**Predicting the inner Ce 5p waves from the tail, the level and the norm**

The table holds $u=rR(r)$ of the Ce 5p shell, all-electron and pseudo, from one ONCVPSP 4.0.1 run (PBE, scalar-relativistic, p radius 1.75 bohr, bound ghosts reported). The program fits the three-node p state of a screened potential to the level and the ten known rows, continues it inside the radius as a nodeless norm-conserving wave, and predicts the rows at 0.790, 1.185 and 1.580 bohr. The main fit reproduces the known all-electron rows to 0.0007 bohr$^{-1/2}$, and four of the six predictions fall within their bars. The all-electron value at 1.185 is missed by 0.0069 (three bars) and the pseudo value at 0.790 by 0.016 (almost four bars), so the spread of model variants understates the error there. The coarse norm is 1.001 for the pseudo wave and 0.968 for the undersampled all-electron wave.

ONCVPSP 4.0.1, optimised norm-conserving Vanderbilt pseudopotential of Ce, scalar-relativistic PBE, core [Kr] 4d10, reference valence 4f1 5s2 5p6 5d1.5 6s1.5. The p channel has radius 1.75 bohr, residual-energy wave number 4.4 /bohr, 3 matching conditions and 6 Bessel functions. The waves are u = rR(r) of the 5p shell, with signs alike outside this radius.

## Numerical check

```python
# Table: u = r R(r) of Ce 5p, all-electron and pseudo (ONCVPSP 4.0.1, PBE, scalar-relativistic).
# Tested: 3-node p state of a screened potential, and a nodeless norm-conserving continuation
# inside rc, fitted on the known rows only, predict the withheld rows.
T = {
    'radius': [0.395, 0.79, 1.185, 1.58, 1.975, 2.37, 2.765, 3.16, 3.555, 3.95, 4.345, 4.74, 5.135],  # bohr
    'all_electron_wave': [-0.2656, -0.0387, 0.6976, 0.8759, 0.751, 0.5546, 0.3811, 0.252, 0.1631, 0.1041, 0.0658, 0.0413, 0.0257],  # bohr^(-1/2)
    'pseudo_wave': [0.1006, 0.3861, 0.7016, 0.8702, 0.7509, 0.5546, 0.3811, 0.252, 0.1631, 0.1041, 0.0658, 0.0413, 0.0257],  # bohr^(-1/2)
}
HELD = [1, 2, 3]  # rows withheld from the fit
import numpy as np
from scipy.linalg import eigh_tridiagonal
from scipy.optimize import least_squares, brentq
from scipy.interpolate import CubicSpline as CS
from scipy.integrate import simpson
from scipy.constants import alpha, physical_constants as pc
Ha = pc['Hartree energy in eV'][0]
Z, rc, E = 58, 1.75, -22.45/Ha   # p radius: setting; 5p level: output of the same run
R, A, P = (np.array(T[k], float) for k in ('radius', 'all_electron_wave', 'pseudo_wave'))
K = [i for i in range(len(R)) if i not in HELD]; O = [i for i in K if R[i] > rc]; H = list(HELD)
x = np.linspace(np.log(2e-3), np.log(20), 1800); h = x[1]-x[0]; r = np.exp(x)
gsz = lambda p, r: p[2]+(Z-p[2])/(p[0]*np.expm1(r/p[1])+1)
pw = lambda p, r: p[2]+(Z-p[2])*(1+r/p[0])**(-p[1])
def solve(q, p):
    V = -q(p, r)/r; V = V-0.5*alpha**2*(E-V)**2
    e, y = eigh_tridiagonal((1/h**2+1.125)/r**2+V, -0.5/h**2/(r[1:]*r[:-1]), select='i', select_range=(3, 3), tol=1e-11)
    u = y[:, 0]/np.sqrt(r*h)
    return e[0], CS(r, u*np.sign(u[np.searchsorted(r, 2.4)]))
def fit(q, p0, rows):
    def res(p):
        e, u = solve(q, p); return np.append(u(R[rows])-A[rows], e-E)
    p = least_squares(res, p0, bounds=([0.1, 0.2, 0], [20, 8, 3]), diff_step=1e-4, max_nfev=60).x
    return (p,)+solve(q, p)
inner = lambda u: float(CS(r, u(r)**2).integrate(r[0], rc))
def pseudo(u, F, G):
    g = np.linspace(1.55, 2.0, 60); c = CS(g**2, F(u(g)/g**2)); sc, s0 = rc**2, R[0]**2
    t = lambda s: c(sc)+c(sc, 1)*(s-sc)+0.5*c(sc, 2)*(s-sc)**2
    mu = (F(P[0]/s0)-t(s0))/(s0-sc)**3
    w = lambda z, l: z**2*G(t(z**2)+(mu+l*(z**2-s0))*(z**2-sc)**3)
    z = np.linspace(0, rc, 201); N = inner(u); f = lambda l: simpson(w(z, l)**2, x=z)-N
    L = np.linspace(-0.4, 0.4, 321); v = np.array([f(l) for l in L])
    j = min(np.where(v[1:]*v[:-1] <= 0)[0], key=lambda i: abs(L[i]))
    return w(R[H], brentq(f, L[j], L[j+1]))
kap = np.sqrt(-2*E); d = R[1]-R[0]; ln = np.log(A[O]); sl = -np.diff(ln)/d
assert A[0] < 0 < P[0] and np.abs(A[O]-P[O]).max() < 1.5e-4
assert np.all(np.diff(sl) > 0) and 0.85*kap < sl[-1] < kap
print(f"u in bohr^-1/2, r in bohr, rounding 0.00005; max |AE-pseudo| beyond rc {np.abs(A[O]-P[O]).max():.4f}")
print(f"level {E:.4f} Ha, kappa {kap:.3f}/bohr; last slope/kappa {sl[-1]/kap:.3f}; AE-pseudo at r={R[0]} {A[0]-P[0]:+.4f}")
print("decay slopes -dln(u)/dr, 1/bohr:", " ".join(f"{s:.3f}" for s in sl))
No = simpson(A[O]**2, x=R[O])+A[-1]**2/(2*sl[-1])
print(f"table norm beyond r={R[O[0]]}: {No:.3f}, so inside {1-No:.3f}")
M = {'GSZ screening': fit(gsz, [4.5, 0.9, 1.0], K), 'power-law screening': fit(pw, [0.43, 2.0, 0.7], K),
     'GSZ without inner row': fit(gsz, [4.5, 0.9, 1.0], O)}
for n, (p, e, u) in M.items():
    print(f"{n}: constants {np.round(p, 3)}, level {e*Ha:.2f} eV, norm inside rc {inner(u):.3f}")
    g = r[r > 1]; print(f"  nodes {np.round([z for z in u.roots(extrapolate=False) if 0.02 < z < 3], 3)}, peak {u(g).max():.3f} at r={g[u(g).argmax()]:.2f}")
    print("  model-table, known rows:", " ".join(f"{v:+.4f}" for v in u(R[K])-A[K]))
p, e, u = M['GSZ screening']; ro = R[O][1:-1]
q = 0.5*ro*(kap**2+2/ro**2-np.diff(ln, 2)/d**2-((ln[2:]-ln[:-2])/(2*d))**2)
print(f"-rV from tail curvature, r={ro[0]}..{ro[-1]}:", " ".join(f"{v:.2f}" for v in q))
print("  GSZ -rV:", " ".join(f"{v:.2f}" for v in gsz(p, ro)), f"; rounding effect up to {1e-4*ro[-1]/A[O][-2]/d**2:.2f}")
worst = np.abs(u(R[K])-A[K]).max(); print(f"worst GSZ residual {worst:.4f}; bar = spread of variants + this")
va = np.array([m[2](R[H]) for m in M.values()]); I = lambda y: y
vp = np.array([pseudo(m[2], np.log, np.exp) for m in M.values()]+[pseudo(u, I, I)])
hand = {'AE': [(-0.15, 0.20), (0.65, 0.10), (0.89, 0.03)], 'pseudo': [(0.35, 0.06), (0.69, 0.06), (0.89, 0.03)]}
for n, v, Y in (('AE', va, A), ('pseudo', vp, P)):
    print(f"{n} wave, withheld rows (variants: GSZ, power law, no inner row" + (", polynomial form)" if n != 'AE' else ")"))
    for k, i in enumerate(H):
        b = np.abs(v[:, k]-v[0, k]).max()+worst; m = v[0, k]-Y[i]; c, s = hand[n][k]
        print(f" r={R[i]:.3f} predicted {v[0, k]:+.3f} +- {b:.3f}, variants {np.round(v[:, k], 3)}")
        print(f"   computed {Y[i]:+.4f}, miss {m:+.4f} = {abs(m)/b:.2f} bar; hand {c:+.2f} +- {s:.2f}, miss {c-Y[i]:+.3f}")
print("pseudo-AE, withheld rows, computed:", np.round(P[H]-A[H], 4), "predicted:", np.round(vp[0]-va[0], 3))
print(f"pseudo u/r^2, first four rows, bohr^-5/2: {np.round(P[:4]/R[:4]**2, 3)}")
print(f"coarse norm d*sum(u^2), all rows: AE {d*np.sum(A**2):.3f}, pseudo {d*np.sum(P**2):.3f}; GSZ wave on same points {d*np.sum(u(R)**2):.3f}")
print(f"largest printed value at r: AE {R[A.argmax()]}, pseudo {R[P.argmax()]}")
```

Printed output:

```
u in bohr^-1/2, r in bohr, rounding 0.00005; max |AE-pseudo| beyond rc 0.0001
level -0.8250 Ha, kappa 1.285/bohr; last slope/kappa 0.935; AE-pseudo at r=0.395 -0.3662
decay slopes -dln(u)/dr, 1/bohr: 0.767 0.950 1.047 1.101 1.137 1.161 1.179 1.201
table norm beyond r=1.975: 0.323, so inside 0.677
GSZ screening: constants [6.075 1.137 0.681], level -22.45 eV, norm inside rc 0.532
  nodes [0.106 0.318 0.818], peak 0.877 at r=1.55
  model-table, known rows: -0.0007 +0.0003 +0.0006 +0.0005 +0.0002 -0.0003 -0.0005 -0.0005 -0.0004 -0.0002
power-law screening: constants [0.34  1.607 0.   ], level -22.55 eV, norm inside rc 0.524
  nodes [0.104 0.31  0.806], peak 0.870 at r=1.55
  model-table, known rows: -0.0207 +0.0014 +0.0072 +0.0082 +0.0064 +0.0039 +0.0020 +0.0007 +0.0001 -0.0002
GSZ without inner row: constants [5.972 1.121 0.702], level -22.45 eV, norm inside rc 0.533
  nodes [0.106 0.318 0.817], peak 0.877 at r=1.55
  model-table, known rows: -0.0020 -0.0004 +0.0001 +0.0003 +0.0002 -0.0001 -0.0003 -0.0003 -0.0002 -0.0001
-rV from tail curvature, r=2.37..4.74: 2.05 1.61 1.32 1.15 1.03 0.94 0.90
  GSZ -rV: 1.99 1.58 1.30 1.11 0.98 0.89 0.83 ; rounding effect up to 0.07
worst GSZ residual 0.0007; bar = spread of variants + this
AE wave, withheld rows (variants: GSZ, power law, no inner row)
 r=0.790 predicted -0.066 +- 0.030, variants [-0.066 -0.036 -0.063]
   computed -0.0387, miss -0.0271 = 0.89 bar; hand -0.15 +- 0.20, miss -0.111
 r=1.185 predicted +0.691 +- 0.002, variants [0.691 0.69  0.692]
   computed +0.6976, miss -0.0069 = 3.02 bar; hand +0.65 +- 0.10, miss -0.048
 r=1.580 predicted +0.876 +- 0.007, variants [0.876 0.869 0.876]
   computed +0.8759, miss +0.0002 = 0.03 bar; hand +0.89 +- 0.03, miss +0.014
pseudo wave, withheld rows (variants: GSZ, power law, no inner row, polynomial form)
 r=0.790 predicted +0.370 +- 0.004, variants [0.37  0.369 0.37  0.373]
   computed +0.3861, miss -0.0163 = 3.87 bar; hand +0.35 +- 0.06, miss -0.036
 r=1.185 predicted +0.706 +- 0.006, variants [0.706 0.7   0.707 0.706]
   computed +0.7016, miss +0.0044 = 0.69 bar; hand +0.69 +- 0.06, miss -0.012
 r=1.580 predicted +0.873 +- 0.007, variants [0.873 0.866 0.872 0.871]
   computed +0.8702, miss +0.0023 = 0.32 bar; hand +0.89 +- 0.03, miss +0.020
pseudo-AE, withheld rows, computed: [ 0.4248  0.004  -0.0057] predicted: [ 0.436  0.015 -0.004]
pseudo u/r^2, first four rows, bohr^-5/2: [0.645 0.619 0.5   0.349]
coarse norm d*sum(u^2), all rows: AE 0.968, pseudo 1.001; GSZ wave on same points 0.966
largest printed value at r: AE 1.58, pseudo 1.58
```
